Predicting the d-wave phase of nitrogen and the error of its PAW potential

The nitrogen reference atom holds no d electron, yet a pseudopotential must scatter d waves as the real atom does. The test integrates the radial equation outward at energy E in the all-electron PBEsol atom and in the pseudo atom and compares the solutions u = rR(r) at a test radius R₀ = 2.961 bohr. The comparison uses the logarithmic derivative L = R₀u′/u through the angle φ = arctan L, continued smoothly through the poles of L. The second column gives φ for the all-electron atom; the others give pseudo minus all-electron for four potentials. Three rows are to be predicted.

ld1.x 7.5, non-relativistic PBEsol: PAW potential for N, [He] core, reference configuration 2s2 2p2.75. The base run has d radius 2.2 bohr (norm-conserving 2.1 bohr), d reference energies −0.1 and 1.15 Ry and an automatic core-correction radius; variants change only the settings named. Phase is arctan(r u′/u), unwrapped, at r = 2.961 bohr; error is pseudo minus all-electron.

```
energy (Ry)  phase d all-electron, base (rad)  phase d error, base (rad)  phase d error, core correction radius 0.76 bohr (rad)  phase d error, d radius 2.1 bohr; d norm-conserving radius 1.98 bohr (rad)  phase d error, d scattering wave at 5.5 Ry (rad)
     -4.000                            1.4084                     0.0000                                                 0.0000                                                                      0.0000                                            0.0000
     -3.520                                 ?                          ?                                                      ?                                                                           ?                                                 ?
     -3.040                            1.3870                     0.0000                                                 0.0000                                                                      0.0000                                            0.0000
     -2.560                            1.3726                     0.0000                                                 0.0000                                                                      0.0000                                           -0.0001
     -2.080                                 ?                          ?                                                      ?                                                                           ?                                                 ?
     -1.600                                 ?                          ?                                                      ?                                                                           ?                                                 ?
     -1.120                            1.2955                     0.0000                                                 0.0000                                                                      0.0000                                            0.0000
     -0.640                            1.2423                     0.0000                                                 0.0000                                                                      0.0000                                            0.0000
     -0.160                            1.1467                     0.0000                                                 0.0000                                                                      0.0000                                            0.0000
      0.320                            0.9202                     0.0000                                                 0.0000                                                                      0.0000                                            0.0000
      0.800                            0.0736                     0.0000                                                 0.0000                                                                      0.0000                                           -0.0001
      1.280                           -1.0980                     0.0000                                                 0.0000                                                                      0.0000                                            0.0000
      1.760                           -1.4260                     0.0000                                                 0.0000                                                                      0.0000                                            0.0000
      2.240                           -1.5622                     0.0001                                                 0.0001                                                                      0.0000                                            0.0000
      2.720                           -1.6561                     0.0002                                                 0.0002                                                                      0.0001                                           -0.0001
      3.200                           -1.7570                     0.0007                                                 0.0007                                                                      0.0005                                           -0.0001
      3.680                           -1.9342                     0.0032                                                 0.0032                                                                      0.0025                                           -0.0003
      4.160                           -2.5692                     0.0281                                                 0.0281                                                                      0.0220                                           -0.0012
      4.640                           -4.0615                     0.0279                                                 0.0279                                                                      0.0218                                           -0.0004
```

Limiting cases

In Rydberg units the d wave obeys

u″ = [6/r² + V(r) − E] u

Differentiating with respect to E and integrating from the origin gives dL/dE = −(R₀/u²)∫u² dr, and hence

dφ/dE = −R₀ ∫u² dr / (u² + R₀²u′²)

with the denominator taken at R₀. The phase can only fall with energy. It falls fast where u′ passes through zero (φ = 0, −π) and slowly where u does (φ = −π/2), so the steps near 0.8 and 4.3 Ry are features of the measure and are not in themselves resonances.

With V = 0 three limits fix the curve. At very negative energy u grows as exp(κr) with κ² = −E, so L ≈ κR₀ and φ creeps towards π/2. At E = 0 the solution is r³, so L = 3 and φ = 1.249. Close to that point L ≈ 3 − ER₀²/7. The free wave reaches 0, −π/2 and −π at 1.71, 3.79 and 6.32 Ry, the atom at 0.82, 2.28 and 4.32 Ry. The atom runs ahead because it attracts.

The attraction can be expressed as the depth D of a uniform well that would give the same phase:

φ(E) = φ_free(E + D)

At −0.64 Ry, L = tan 1.2423 lies 0.066 below 3, so (E + D)R₀² ≈ 7 × 0.066 = 0.46, and with R₀² = 8.768 bohr² the depth is 0.64 + 0.053 ≈ 0.69 Ry. The exact inversion shows D rising in each known row, from 0.584 Ry at −4.00 Ry to 0.692 at −0.64 and 2.006 at 4.64. To first order D is the average of −V weighted with u². At negative energy u² is piled up at the edge of the sphere, where the potential is shallow and smooth, and D hardly moves. At positive energy the weight moves inward past the centrifugal term and samples deeper potential. A screened Coulomb potential with a fixed +0.25 tail and two constants fitted to the sixteen known rows reproduces the whole curve, with a worst miss of 0.0041 rad on the step at 0.80 Ry. A smooth attractive potential therefore suffices, including for the levelling of D near 2 Ry above 3.68 Ry. The levelling is what the weighting leads one to expect: above 2.28 Ry a node lies inside the sphere and a second lobe grows at its shallow edge. The two constants were fitted to this curve alone and should not be read as properties of the atom.

Predicting the phase

A first forecast needs only the monotonic fall and the growth of the steps at negative energy. The step of 0.0144 between −3.04 and −2.56 Ry is followed by a gap of three steps that sum to 0.0771 and then by a step of 0.0532. Steps of 0.0183, 0.0243 and 0.0345 fill the gap with a steadily rising ratio, and 0.0098 and 0.0116 fill the lower gap of 0.0214. The forecasts are 1.3986 ± 0.0005 at −3.52 Ry, 1.3543 ± 0.0010 at −2.08 Ry and 1.3300 ± 0.0010 at −1.60 Ry, with the phase monotonic and the steps growing upward in energy.

The well picture sharpens this, because D is smooth and an error in it enters φ multiplied by the slope of the free curve, which is small at negative energy. A cubic spline of D through the known rows gives 0.639 Ry at −1.60 Ry, a row outside the fit. Then κ² = 1.60 − 0.639 = 0.961 and x = κR₀ = 2.9027, with sinh x = 9.084 and cosh x = 9.139. The regular solutions for l = 1 and l = 2 are

u₁ = cosh x − (sinh x)/x = 6.009
u₂ = (1 + 3/x²) sinh x − (3/x) cosh x = 2.873

and the recurrence between them gives

L = x u₁/u₂ − 2 = 4.07, φ = arctan 4.07 ≈ 1.330

Carried to full precision, the well model predicts 1.3987, 1.3543 and 1.3299. Its bar of ±0.0002 comes from dropping the known rows from −3.04 to −0.64 Ry one at a time (largest miss 0.00007 rad) and adding rounding. The screened potential gives the same three numbers with ±0.0001. The two agree partly because they lean on the same neighbouring rows.

Predicting the errors

A small change of the potential inside the sphere slides the phase curve along the energy axis. To first order

error = |dφ/dE| × Δ

where Δ is an equivalent shift in energy, positive when the pseudo atom attracts less. The known rows show how much of an error belongs to the first factor. From 3.68 to 4.16 Ry the base error grows 8.8 times, of which 4.9 is steepening of the phase and 1.8 growth of Δ. From 4.16 to 4.64 Ry the error slips from 0.0281 to 0.0279 rad while Δ rises from about 10 to 17 mRy; the last value rests on a slope taken at the end of the spline and is the least secure.

PAW theory supplies the form of Δ. With one projector per reference energy, the pseudo atom matches L and its energy slope at each, so Δ has a double zero at both. For the base energies −0.1 and 1.15 Ry the simplest such function is

Δ = C (E + 0.1)² (E − 1.15)²

One constant, C = 6.2 × 10⁻⁵ Ry⁻³, fitted to the six rows above 2 Ry and dominated by the last two, misses by at most 0.0006 rad, about 2 % of the tabulated error at 4.16 and 4.64 Ry. With the exponent of the product (E + 0.1)(E − 1.15) left free, the rows above 3 Ry give 2.05 where the law has 2. The variant with the scattering wave moved to 5.5 Ry supports the reading: its reference energies, 1.15 and 5.5 Ry, bracket these rows, and its error at 4.16 Ry is −0.0012 rad, 23 times smaller in size than base. Its shifts in the last three rows, −0.53, −0.43 and −0.25 mRy, follow (E − 1.15)²(E − 5.5)² within rounding, but with a constant near −2.6 × 10⁻⁵ Ry⁻³. The reference energies thus fix the zeros of Δ, while the size and sign of C depend on the partial waves chosen. The variant with smaller radii lies 22 % below base in the last three rows; two radii changed together, so their shares cannot be separated.

On the negative side the quartic law fails. At −4.00 Ry it gives Δ = 6.24 × 10⁻⁵ × (3.9 × 5.15)² = 25 mRy, or 0.0005 rad with the slope 0.019 rad/Ry, where the table has 0.0000. The argument for the failure is that pseudo and all-electron atoms differ only inside the d radius of about 2 bohr, and a wave that grows exponentially outward has little weight there. In the well picture at −4.00 Ry, the formula for u₂ above puts u² at 2.2 bohr at about 4 % of its value at the test radius. That supports the argument without deriving the size of the error. The forecast follows the neighbouring rows instead of the law. The errors are 0.0000, at most 0.0001 in size, for the base, core-correction and smaller-radii runs, with the core-correction run equal to base. The 5.5 Ry run gives 0.0000 or −0.0001. There is no jump of π, which would mark an extra or lost level.

The computed values

The withheld rows as computed:

```
energy (Ry)  phase d all-electron, base (rad)  phase d error, base (rad)  phase d error, core correction radius 0.76 bohr (rad)  phase d error, d radius 2.1 bohr; d norm-conserving radius 1.98 bohr (rad)  phase d error, d scattering wave at 5.5 Ry (rad)
     -3.520                            1.3987                     0.0000                                                 0.0000                                                                      0.0000                                            0.0000
     -2.080                            1.3542                     0.0000                                                 0.0000                                                                      0.0000                                            0.0000
     -1.600                            1.3299                     0.0000                                                 0.0000                                                                      0.0000                                           -0.0001
```

The step-counting forecasts miss by −0.0001, +0.0001 and +0.0001 rad (forecast minus computed), inside bars that were five to ten times wider than needed. The computed steps grow from each row to the next between −4.00 and −0.64 Ry, as forecast. The well model agrees to the printed digit at −3.52 and −1.60 Ry and is 0.0001 rad high at −2.08 Ry, within its bar; the screened potential has the same miss, which uses up its whole bar. A difference of one last digit needs no physical cause. These hits are interpolations across the smoothest part of the curve, where D changes by less than 0.1 Ry over 3 Ry, and they test that smoothness more than either model. The fits, residuals and predictions are printed after this section.

Base, core-correction and smaller-radii errors are 0.0000 in the three rows. The 5.5 Ry run shows −0.0001 at −1.60 Ry and 0.0000 at −2.08 Ry, the row next to the known −0.0001. The forecast allowed either value and did not say where the digit would appear; such entries cannot rank the potential. The quartic law would have missed by 0.0004 rad at −3.52 Ry, between its misses of 0.0005 and 0.0003 rad at the known rows on either side, while its 0.0001 at the other two energies is too small to judge.

Two of these agreements are cheap. The core correction enters when the potential is unscreened, whereas this test uses the screened potential of the reference configuration, so equality with base is built in and says nothing about the correction. And the phase is a blunt probe at negative energy: rounding of 0.00005 rad corresponds to 2.7 mRy at −4.00 Ry but to 0.02 mRy at 4.16 Ry. A zero on the flat branch is a weak bound. Levels narrower than the energy grid could also be missed, though the search for bound ghosts found none.

For this empty d channel, moving a reference energy from −0.1 to 5.5 Ry costs at most one last digit up to 2.24 Ry and shrinks the errors from 2.72 Ry upward. That outcome probably depends on the barrier that keeps low-energy waves out of the core, and it should not be carried over to the s and p channels, whose bound states live there, nor read as an error in a solid. Dividing a phase error by the local slope makes errors at different energies comparable. In this one comparison, reference energies that bracket the upper range gave the smaller errors there.

Numerical output:

```
Known rows; rounding of the table 0.00005 rad
E[Ry] phase[rad] free wave[rad] well depth[Ry] +-rounding |slope|[rad/Ry] screened model miss[rad]
 -4.00   1.4084   1.4182   0.584  0.0027   0.019  +0.0001
 -3.04   1.3870   1.4010   0.598  0.0019   0.027  +0.0000
 -2.56   1.3726   1.3900   0.608  0.0015   0.034  +0.0000
 -1.12   1.2955   1.3385   0.662  0.0006   0.087  +0.0000
 -0.64   1.2423   1.3095   0.692  0.0004   0.142  -0.0000
 -0.16   1.1467   1.2676   0.734  0.0002   0.280  -0.0001
  0.32   0.9202   1.2010   0.793  0.0001   0.789  -0.0006
  0.80   0.0736   1.0777   0.880  0.0000   3.132  -0.0041
  1.28  -1.0980   0.7792   1.013  0.0000   1.203  -0.0020
  1.76  -1.4260  -0.1371   1.213  0.0001   0.389  -0.0007
  2.24  -1.5622  -1.0475   1.484  0.0002   0.217  -0.0003
  2.72  -1.6561  -1.3473   1.751  0.0003   0.188  -0.0001
  3.20  -1.7570  -1.4775   1.913  0.0002   0.252  +0.0002
  3.68  -1.9342  -1.5561   1.976  0.0001   0.570  +0.0006
  4.16  -2.5692  -1.6174   1.993  0.0000   2.793  +0.0027
  4.64  -4.0615  -1.6785   2.006  0.0000   1.598  +0.0006
screened model: H 5.33, d 2.31 bohr, rms miss as energy 0.001 Ry, worst -0.0041 rad at 0.80 Ry
phase 0, -pi/2, -pi reached at [Ry], atom/free wave: 0.82/1.71, 2.28/3.79, 4.32/6.32
leave-one-out misses, well model [rad]: -3.04 Ry -0.00001, -2.56 Ry +0.00001, -1.12 Ry +0.00007, -0.64 Ry +0.00000
quartic law for base, fitted above 2 Ry: shift = 6.24e-05 Ry^-3 x (E+0.1)^2 (E-1.15)^2
E[Ry] base error, quartic law[rad]; shift[mRy] base, smaller radii, 5.5 Ry run, +-rounding; smaller radii/base
  2.24  0.0001  0.0001;   0.46   0.00   0.00  0.23; 0.00
  2.72  0.0002  0.0002;   1.06   0.53  -0.53  0.27; 0.50
  3.20  0.0007  0.0007;   2.78   1.99  -0.40  0.20; 0.71
  3.68  0.0032  0.0033;   5.62   4.39  -0.53  0.09; 0.78
  4.16  0.0281  0.0287;  10.06   7.88  -0.43  0.02; 0.78
  4.64  0.0279  0.0273;  17.46  13.64  -0.25  0.03; 0.78
exponent of base shift in (E+0.1)(E-1.15), rows above 3 Ry: 2.05 (leading order 2)
3.68 to 4.16 Ry, base: error x8.8 = slope x4.9 times shift x1.8
|base / 5.5 Ry run| at the last three energies: 11, 23, 70
quartic law outside its fit, law/table [rad]: -4.00 Ry 0.0005/0.0000, -3.04 Ry 0.0003/0.0000, -2.56 Ry 0.0002/0.0000, -1.12 Ry 0.0000/0.0000
Withheld rows: prediction +- bar, computed, miss (prediction - computed) [rad]
-3.52 Ry well 1.3987 +- 0.0002, screened 1.3987 +- 0.0001; computed 1.3987; misses -0.0000, +0.0000; depth predicted 0.590, computed 0.589 Ry
   errors predicted 0.0000 +- 0.0001 (quartic law, base 0.0004); computed base, core, radii, 5.5 Ry: 0.0000 0.0000 0.0000 0.0000
-2.08 Ry well 1.3543 +- 0.0002, screened 1.3543 +- 0.0001; computed 1.3542; misses +0.0001, +0.0001; depth predicted 0.622, computed 0.624 Ry
   errors predicted 0.0000 +- 0.0001 (quartic law, base 0.0001); computed base, core, radii, 5.5 Ry: 0.0000 0.0000 0.0000 0.0000
-1.60 Ry well 1.3299 +- 0.0002, screened 1.3299 +- 0.0001; computed 1.3299; misses +0.0000, +0.0000; depth predicted 0.639, computed 0.640 Ry
   errors predicted 0.0000 +- 0.0001 (quartic law, base 0.0001); computed base, core, radii, 5.5 Ry: 0.0000 0.0000 0.0000 -0.0001
```
